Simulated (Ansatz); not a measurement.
MoSe: energy above given cell and pressure against volume ratio

Plane-wave density functional theory, PAW datasets, Gaussian smearing 0.05 eV: equation of state, the given cell scaled in volume with shape and atoms relaxed at each volume. The results are calculated, by Ansatz 0.2.0.

The cell before it is scaled or strained (space group I4/mmm, No. 139):
```
CELL_PARAMETERS angstrom
0.00000 2.68250 2.68250
5.33730 2.68250 2.68250
5.33730 5.36510 0.00000
ATOMIC_POSITIONS crystal
Mo 0.50000 0.50000 0.00000
Se 0.00000 0.00000 0.00000
Mo 0.50000 0.50000 0.50000
Se 0.00000 0.00000 0.50000
```

Settings of every row: paw set soft_2; functional PBE; spin treatment collinear; moment partition spheres; spin axis none; wave cutoff 420 eV; k mesh 12x12x6; symmetry use detected.

Atom hubbard u: 0 on all atoms.

Limits: not tested for a lower state; the cell comes from a prototype or a list of computed structures and needn't be the stable phase.

```csv
row,volume ratio,V (Å³/atom),energy above given cell (meV per atom),pressure (GPa),largest site moment (μB)
1,0.945,18.148,15.94,5.124,1.744
2,0.96,18.436,8.15,3.522,1.824
3,0.98,18.82,2.06,1.647,1.93
4,1,19.204,0,0,2.033
5,1.02,19.588,1.79,-1.562,2.117
6,1.04,19.972,7.28,-3.014,2.19
7,1.07,20.548,?,?,?
8,1.1,21.124,41.91,-6.307,2.408
```

Question: what energy above given cell and pressure should row 7 give?

Worked fit of energy above given cell. Take u = (V_r/V)^(2/3) − 1 with V_r = 19.204 Å³ an atom, which is twice the finite (Eulerian) strain; such expansions in the strain, on which the Birch-Murnaghan equation of state is built, carry the rest volume and the bulk modulus. The shown rows have u = 0.03843, 0.02758, 0.01356, 0, -0.01311, -0.0258, -0.06155. Least squares give energy above given cell = −0.066 − 4.46 × u + 10996.6 × u² meV per atom; a straight line predicts inner rows, each left out in turn, worse (root mean square 11 against 0.13 meV per atom). The rows lie off it by -0.06, -0.03, 0.16, 0.07, -0.09, -0.09, 0.04 (root mean square 0.087 meV per atom). Its lowest point lies at u = 0.0002, or V = 19.2 Å³ an atom, and the curvature there gives the bulk modulus with shape and atoms relaxed, B = (4/9)(1 + u)² E″(u)/V = 81.6 GPa. The withheld row has u = -0.04409, so the fit gives −0.066 − 4.46 × (-0.04409) + 10996.6 × (-0.04409)² = 21.51 meV per atom.

The calculation gave 21.61 meV per atom. The fit lies 0.10 meV per atom (0.24 % of the column's range) below it; its largest miss of a shown row is 0.16 meV per atom.

Worked fit of pressure. Take u = (V_r/V)^(2/3) − 1 with V_r = 19.204 Å³ an atom, which is twice the finite (Eulerian) strain; such expansions in the strain, on which the Birch-Murnaghan equation of state is built, carry the rest volume and the bulk modulus. The shown rows have u = 0.03843, 0.02758, 0.01356, 0, -0.01311, -0.0258, -0.06155. Least squares give pressure = −0.0453 + 121.658 × u + 321.89 × u² GPa; a straight line predicts inner rows, each left out in turn, worse (root mean square 0.3 against 0.048 GPa). The rows lie off it by 0.019, -0.033, -0.017, 0.045, 0.023, -0.044, 0.007 (root mean square 0.03 GPa). The pressure vanishes at u = 0.0004, or V = 19.19 Å³ an atom, and there the bulk modulus with shape and atoms relaxed is B = −V dP/dV = (2/3)(1 + u) dP/du = 81.3 GPa. The withheld row has u = -0.04409, so the fit gives −0.0453 + 121.658 × (-0.04409) + 321.89 × (-0.04409)² = -4.783 GPa.

The calculation gave -4.857 GPa. The fit lies 0.074 GPa (1.5 % of the value, 0.65 % of the column's range) above it; its largest miss of a shown row is 0.045 GPa.

The other values of row 7: largest site moment 2.298 μB.
